Question

I have Dirac-Fock ΔSCF binding energies without correlation for free Ru13+, with the two inner L rows covered. How well can 2s (L1) and 2p1/2 (L2) be predicted from the other nine rows, and which columns carry over from shell to shell?

Radial Dirac-Fock and Kohn-Sham solver 2: Dirac-Fock ΔSCF binding energies of the free Ru13+ ion (Z = 44), [Ar] 3d10 4s2 4p1, measured from the vacuum level. Average of configuration, finite nucleus of rms radius 4.4809 fm, first-order frequency-dependent Breit interaction, self-energy and vacuum polarisation; no correlation.

```
shell  binding energy (eV)  ΔSCF less Koopmans (eV)  Breit part (eV)  QED part (eV)  <r> (bohr)
    K                22430                  -48.983          -42.162        -21.110     0.03342
   L1                    ?                        ?                ?              ?           ?
   L2                    ?                        ?                ?              ?           ?
   L3               3146.3                  -23.167          -4.1855      -0.030452      0.1283
   M1               881.67                  -4.0798         -0.54638       -0.47358      0.3971
   M2               778.88                  -4.4377         -0.94869       0.049112      0.3912
   M3               755.95                  -4.1903         -0.57265      0.0020541      0.4010
   M4               577.60                  -5.1145         -0.28270       0.052369      0.3750
   M5               573.31                  -5.0036         -0.12505       0.038335      0.3783
   N1               325.17                 -0.29116         -0.12902       -0.10474      0.9113
  N23               292.21                 -0.23969         -0.15212      0.0063382      0.9590
```

Answer

ΔSCF less Koopmans is the relaxation, the energy the other electrons gain by adjusting to the hole. The Breit part is the magnetic and retardation correction to the electron repulsion, the QED part covers self-energy and vacuum polarization, and <r> is the mean orbital radius. The parts add: the binding energy less these three, which I call the frozen part, matches within rounding the Koopmans values the run reports for its K, L and M shells.

Around a bare nucleus the Dirac equation makes 2s and 2p1/2 degenerate, so the L1−L2 gap is screening: 2s is screened less than 2p, partly because it penetrates the 1s shell and more because its net repulsion (Coulomb less exchange) from the other L electrons is smaller. Without relativity 2p1/2 and 2p3/2 coincide, so the L2−L3 gap is spin-orbit coupling. With α the fine-structure constant and σ a screening constant, its leading term is

Δ = ((Z − σ)α)⁴ mc² / 32

To get σ, start from the hydrogenic radius

<r> = [3n² − l(l+1)] / [2(Z − σr)]

For L3 this gives Z − σr = 10/(2 × 0.1283) = 38.97, so σr = 5.03. Spin-orbit coupling weights 1/r³ and samples smaller radii, so σ is below σr. In 3p the splitting of 22.93 eV requires σ = 8.25 in the Dirac formula, while the M3 radius gives 12.83, a ratio of 0.643. Carried to 2p, σ = 3.23, (Z − σ)α = 40.77/137.04 = 0.2975, and Δ = 0.00783 × 511 keV/32 = 125 eV. The full Dirac formula raises this to 132.4 eV. The 3d ratio gives 123.0 eV instead.

L1−L2 has no such formula. I solved the radial Dirac equation in a local potential whose charge runs from 44 inside to 14 outside, with two constants fitted by least squares to the relative errors of the nine known frozen parts (rms 1.1 %). Only gaps from L3 are used: 138.8 ± 8.1 eV for L2−L3 and 208.7 ± 26.9 eV for L1−L2. The bars are the model's worst relative errors on the known gaps of each kind: +5.8 % on M4−M5 and −12.9 % on M1−M2.

Relaxation vanishes in the limit of no charge outside the hole, and the rows fall that way: −49 eV for K, −23 for L3, −4 to −5 for M, about −0.3 for N. Within M, 3d is least bound yet most compact and relaxes most. Breit needs large currents, so it favours orbitals near the nucleus, though mean radius is no guide within M, where the compact 3d has the smallest Breit parts. In the known rows it is larger in size for the lower j of each pair, so it trims the spin-orbit splitting. For both columns I scale L3 by M1/M3 or M2/M3. QED acts within about a Compton wavelength of the nucleus, so to leading order a bare 2s would have an eighth of K, −2.64 eV; relativity raises that share and screening reduces it. I scale by the model's probability in that region, calibrated on K and M1. For 2p1/2 the anomalous moment adds about α/π = 0.00232 of the splitting to the L3 value; 3p shows 0.00205, which I use, and 3d 0.00327.

Before running the model I set wide ranges by judgement, helped by rough recalled L-edge spacings, so hits on the energies there prove little. Among the forecasts: order L1 > L2 > L3, with L1−L2 220-300 eV. Relaxation: L2 more than L3, L1 −20 to −25 eV (probably less than L3). Breit: L2 −6.1 to −7.8 eV (largest after K), L1 −3.5 to −4.5 eV. QED: L1 −2.1 to −2.8 eV, L2 +0.15 to +0.30 eV. Radius: L2 < L3 < L1, with L2 0.122-0.125 bohr.

The model then gave, for L1: binding 3492 ± 28 eV, relaxation −22.6 ± 2.3, Breit −4.0 ± 0.5, QED −2.44 ± 0.10, radius 0.1462 ± 0.0014 bohr. For L2: 3281 ± 8 eV, −24.5 ± 0.9, −6.9 ± 0.8, +0.25 ± 0.05, and 0.1234 ± 0.0001 bohr. The Breit bar is an assumed 12 %; the L2 QED bar combines the difference between α/π and the 3p fraction with the size of the L3 value; the other small bars are spreads among known rows. Model and judgement already disagree: 3492 − 3281 = 211 eV lies below my range for L1−L2.

The withheld rows as computed:

```
shell  binding energy (eV)  ΔSCF less Koopmans (eV)  Breit part (eV)  QED part (eV)  <r> (bohr)
   L1               3537.2                  -21.056          -3.7072        -2.4952      0.1449
   L2               3275.5                  -23.972          -6.2960        0.23769      0.1236
```

Every value with a range quoted above falls inside it, the L2 Breit part near an edge, and the forecast orders hold. The model is the sharper test, and it fails on L1, which it puts 45 eV low: 1.3 % of the computed value and 1.6 bars. The columns place 43 eV of that in the frozen part, where the model's L1−L2 gap is 19 % short of 258.9 eV. A potential good to 1 % on levels near 3500 eV need not give their difference well. The error has the sign seen in M1−M2 and is larger, but N1−N23 errs the other way, by +6.0 %, although the model averages 4p over j as the table does, so the error is not common to all shells. My guess, untested here, is that two things add up: non-local exchange binds 2s more than 2p, which one local potential cannot mimic, and the two-constant shape is too stiff.

L2 comes out 5.7 eV high, within its bar. The computed splitting of 129.2 eV lies between the two screened estimates, nearer the 3p one. Calculation and models both contain the Dirac equation, so this tests the screening, not relativity.

For L1, QED transfers best among the small terms, met to 2 % of the computed value; for L2 it is 7 % too high, where relaxation misses by only 2 %. K/L1 is 8.46 against the leading-order 8, and the L2−L3 difference is 0.00208 of the splitting, nearly the 3p figure. To leading order the direct self-energy of a p3/2 or d5/2 electron lowers its binding, so the positive QED parts of M3 and M5 point to s electrons contracting around the hole; the same effect probably enters M2, M4, N23, L2 and L3.

Relaxation and Breit land within their bars, but all four are overestimated in size, by 2 to 10 % of the computed values, so the M ratios are biased for L. For the L2 Breit part a difference would have carried over where the ratio did not: it removes 0.0164 of the splitting in 3p and 0.0163 in 2p, but 0.0367 in 3d, so the share carries over between the p shells only. For L1 the radii suggest a reason without proving it: 2s is 13 % wider than L3, whereas M1 is slightly narrower than M3, so less charge lies outside a 2s hole. The radii miss by about one bar each; for L2 the bar is only the last printed digit and was too tight.

For a neighbouring ion with the same electrons, theory argues that L2−L3 grows about 10 % per unit of Z (4/40.77), and the repulsion-driven L1−L2 only about linearly in Z. These are configuration averages over the coupling of the hole to 4p1, measured from the vacuum level of the ion; metal edges lie roughly 300 eV lower (a recalled size). The absent correlation, 1 to 2 eV in outer shells, exceeds every M and N Breit or QED part used for calibration, so the agreement concerns the calculation and not a measured spectrum.
